What happens to the conductance of a Pb/Si interface when we change one thing at a time: the substrate, its atomic mass, the pressure, the temperature, the sound velocity of the lead? I will answer with the phonon radiation limit, arguing sign and size first and computing afterwards.

\section*{The bound}

Call lead side 1 and silicon side 2, and let $\omega_m=2\pi\nu_m$ be the highest phonon frequency of lead. In elastic transmission a silicon phonon above $\omega_m$ finds no state in lead, and one below $\omega_m$ crosses with probability at most one. The conductance per area, defined with the temperatures of the phonons incident on the interface from each side, therefore cannot exceed
\begin{equation}
G_{\rm rad}=\frac14\sum_j\int_0^{\omega_m}\hbar\omega\,v_{2j}D_{2j}(\omega)\,\frac{\partial n}{\partial T}\,d\omega .
\end{equation}
Here $n$ is the Bose function, $D_{2j}$ the density of states per volume of branch $j$, and the $1/4$ is $\frac12\int_0^{\pi/2}\cos\vartheta\sin\vartheta\,d\vartheta$. I treat silicon below $\omega_m$ as an isotropic Debye solid, $D_{2j}=\omega^2/2\pi^2v_{2j}^3$. With $S_i=v_{iL}^{-2}+2v_{iT}^{-2}$ and $x=\hbar\omega_m/k_BT$,
\begin{equation}
G_{\rm rad}=\frac{k_B^4T^3S_2}{8\pi^2\hbar^3}J(x),\qquad
J(x)=\int_0^x\frac{t^4e^t}{(e^t-1)^2}\,dt .
\label{G}
\end{equation}
Since $J(\infty)=4\pi^4/15$, and $J=(x^3/3)(1-x^2/20+\dots)$ for small $x$,
\begin{equation}
G_{\rm low}=\frac{\pi^2k_B^4T^3S_2}{30\hbar^3},\qquad
G_{\rm sat}=\frac{k_B\omega_m^3S_2}{24\pi^2}.
\end{equation}
Only three quantities enter, so any small change acts through
\begin{equation}
\delta\ln G_{\rm rad}=\delta\ln S_2+p\,\delta\ln\omega_m+(3-p)\,\delta\ln T,\qquad
p=\frac{xJ'(x)}{J(x)},
\label{resp}
\end{equation}
where $p$ runs from 3 at high temperature to 0 at low temperature.

As typical inputs I take $v_L=8.97$, $v_T=5.33$~km/s for Si, $v_L=2.35$, $v_T=0.97$~km/s for Pb, and $\nu_m=2.2$~THz. Then $S_2=0.0828$ and $S_1=2.31$~s$^2$/km$^2$, the transverse branches supply 85\% of $S_2$, and $h\nu_m/k_B=106$~K. At 300~K, $x=0.352$, $p=2.99$, $G_{\rm rad}/G_{\rm sat}=0.994$ and $G_{\rm rad}=13$~MW\,m$^{-2}$K$^{-1}$. At 10~K, $p=0.13$ and $G_{\rm rad}=0.83$~MW\,m$^{-2}$K$^{-1}$.

\emph{Question: At 2.2~THz, is transverse silicon still linear?}

Not quite. For an isotropic branch $vD=k^2/2\pi^2$, so bending the branch down raises $k(\omega)$ and raises the bound. As a rough gauge take $\nu=\nu_0\sin ka$ with the same initial slope and $\nu_0\approx4.5$~THz, a typical zone-boundary TA frequency. With $y=\nu_m/\nu_0$ the classical transverse flux is multiplied by $3y^{-3}\int_0^y\arcsin^2u\,du=1.05$, and $G_{\rm rad}$ rises by 4.5\%. That is why I quote absolute values to two figures. Ratios under small changes shift only by a few per cent of the change itself.

\section*{Change the substrate: diamond}

A stiffer crystal offers fewer wave vectors at a given frequency, and although each phonon is faster, $vD\propto v^{-2}$. The bound must fall, by the same factor at every temperature. With typical diamond velocities of 17.5 and 12.8~km/s, the velocity ratios squared are 3.8 (longitudinal) and 5.8 (transverse), and the transverse weight puts us near the upper figure. The calculation gives $S_2=0.0155$~s$^2$/km$^2$, a drop by a factor 5.4, to 2.4~MW\,m$^{-2}$K$^{-1}$ at 300~K.

\section*{Change one atom: $^{30}$Si}

Force constants and lattice spacing stay the same to good accuracy, so $v\propto M^{-1/2}$ and $S_2\propto M$. The heavier substrate conducts \emph{better} across the interface, with exponent one. For masses of about 29.97 and 28.09~u the gain is 6.7\%, at 10~K as at 300~K in the Debye model.

\section*{Change the pressure: 1~GPa, hydrostatic}

Lead is soft and anharmonic, so its cutoff rises: $\delta\ln\omega_m=\gamma P/B$. With typical $\gamma\approx2.7$ and $B\approx45$~GPa this is 0.060. At room temperature $p\approx3$ triples it, and we expect $\delta\ln G\approx0.18$. At 10~K the modes near the cutoff are hardly populated, and $p\,\delta\ln\omega_m$ is 0.8\%. Evaluating Eq.~(\ref{G}) with $\nu_m e^{0.060}$ gives ratios of 1.20 at 300~K and 1.007 at 10~K.

Two neglected terms. The bulk modulus stiffens under load: with a typical $B'=dB/dP\approx5.5$ the compression is $\ln(1+B'P/B)/B'=0.0210$ in place of 0.0222, and the 300~K ratio becomes 1.18. Silicon responds too: $\delta\ln v=(\gamma_{\rm Si}-\frac13)P/B_{\rm Si}$, and with $B_{\rm Si}\approx98$~GPa and $|\gamma_{\rm Si}-\frac13|\lesssim1$ for the acoustic modes, $|\delta\ln S_2|\lesssim0.02$. At 300~K the prediction is safe: up by just under a fifth. At 10~K the silicon term may be larger than the lead term, and the cutoff argument alone does not fix the sign.

\section*{Change the temperature}

From 10 to 20~K a pure $T^3$ law gives a factor 8. But the integrand of $J$ peaks near $t\approx4$, and at 20~K the cutoff sits at $x=5.3$, well inside the tail, so we expect clearly less. The integrals are $J=25.5$ and 16.5, the factor is 5.2, and $G_{\rm rad}=4.3$~MW\,m$^{-2}$K$^{-1}$.

From 300 to 400~K all modes below the cutoff are classical. Only the $x^2/20$ term moves, and the gain at fixed $\omega_m$ is 0.27\%.

\emph{Question: The cutoff is not fixed, though. Lead expands.}

Yes, and this reverses the sign. With a typical linear expansion coefficient of $29\times10^{-6}$~K$^{-1}$ and free expansion, 100~K adds 0.87\% to the volume. Quasi-harmonically the cutoff drops by $\gamma\,\delta\ln V=2.3\%$, and tripling gives $-7\%$. Equation~(\ref{G}) with both changes yields a ratio of 0.93. I have left out clamping of the film by the substrate and explicit anharmonic shifts of the lead frequencies, so take the size as rough. The occupation effect is negligible beside it.

\section*{Change the sound velocity of lead at fixed cutoff}

Equation~(\ref{resp}) has no $S_1$, so the response is zero. Compare the diffuse mismatch model (DMM), where a phonon forgets its origin and leaves into side 1 with probability $S_1/(S_1+S_2)$. With both sides Debye-like up to the common $\omega_m$,
\begin{equation}
\frac{G_{\rm DMM}}{G_{\rm rad}}=\frac{S_1}{S_1+S_2},
\end{equation}
which lies between $1/2$ and 1 when $S_1>S_2$. For Pb/Si it is 0.965, for Pb/diamond 0.993. The sensitivity $\partial\ln G_{\rm DMM}/\partial\ln S_1=S_2/(S_1+S_2)$ is only 0.035. Lower $v_T$ of lead to 0.70~km/s: $S_1$ becomes 4.26~s$^2$/km$^2$, the ratio becomes 0.981, and $G_{\rm DMM}$ gains 1.6\%. For $^{30}$Si the DMM gain is 6.4\% against 6.7\%. Silicon is the bottleneck, so the responses of the bound carry over almost unchanged to this elastic model.

\begin{center}
\begin{tabular}{lll}
change & acts through & $G_{\rm rad}$ ratio\\ \hline
Si $\to$ diamond & $S_2$ & 0.19\\
Si $\to$ $^{30}$Si & $S_2$ & 1.067\\
1~GPa at 300~K & $\omega_m$ & 1.18--1.20\\
10 $\to$ 20~K & $T$ & 5.2\\
300 $\to$ 400~K, fixed $\omega_m$ & $T$ & 1.003\\
300 $\to$ 400~K, Pb expanding & $T,\omega_m$ & 0.93\\
slower sound in Pb & none & 1\\
\end{tabular}
\end{center}

\section*{Discussion}

\emph{Question: What if you replace lead by gold?}

The sign is safe, since a higher cutoff adds a positive piece to the integral. With a typical cutoff near 4.6~THz the cube law gives a factor 9.1 in $G_{\rm sat}$. But that cutoff reaches the zone-boundary TA frequencies of silicon, where the Debye form of $vD$ fails, so read it as an order of magnitude.

\emph{Question: Can a real interface exceed the limit?}

It can, through inelastic processes, for instance a silicon phonon above $\omega_m$ splitting into two lead phonons. Equation~(\ref{G}) says nothing about their rate, but it shows the supply: in the Debye count at 300~K, silicon modes between 2.2 and 4.5~THz carry 7.4 times the flux of those below 2.2~THz. A transmission of one per cent in that window adds about as much as thermal expansion removes. A conductance that climbs with temperature above 300~K would therefore point beyond the elastic picture. A resistance between electrons and phonons in lead, added in series, works the other way and leaves the bound intact.

\emph{Question: You used incident-phonon temperatures. A thermometer sees both directions.}

That matters at low temperature, where nearly every thermal silicon phonon lies below the cutoff. Let the incident temperatures differ by $\Delta T$ and take the local temperature as the mean over the two directions of travel. In silicon all outgoing phonons came from lead, which shifts the local value by $\Delta T/2$. In lead the fraction $S_2/S_1=0.036$ came from silicon, which shifts it by half that fraction of $\Delta T$. The local jump is $\frac12(1-S_2/S_1)\Delta T=0.48\,\Delta T$, and the conductance referred to it is 2.1 times $G_{\rm rad}$. So state the convention before calling a low-temperature value a violation. The factor depends only weakly on $S_2$ here, so the ratios for a change of substrate hardly notice it.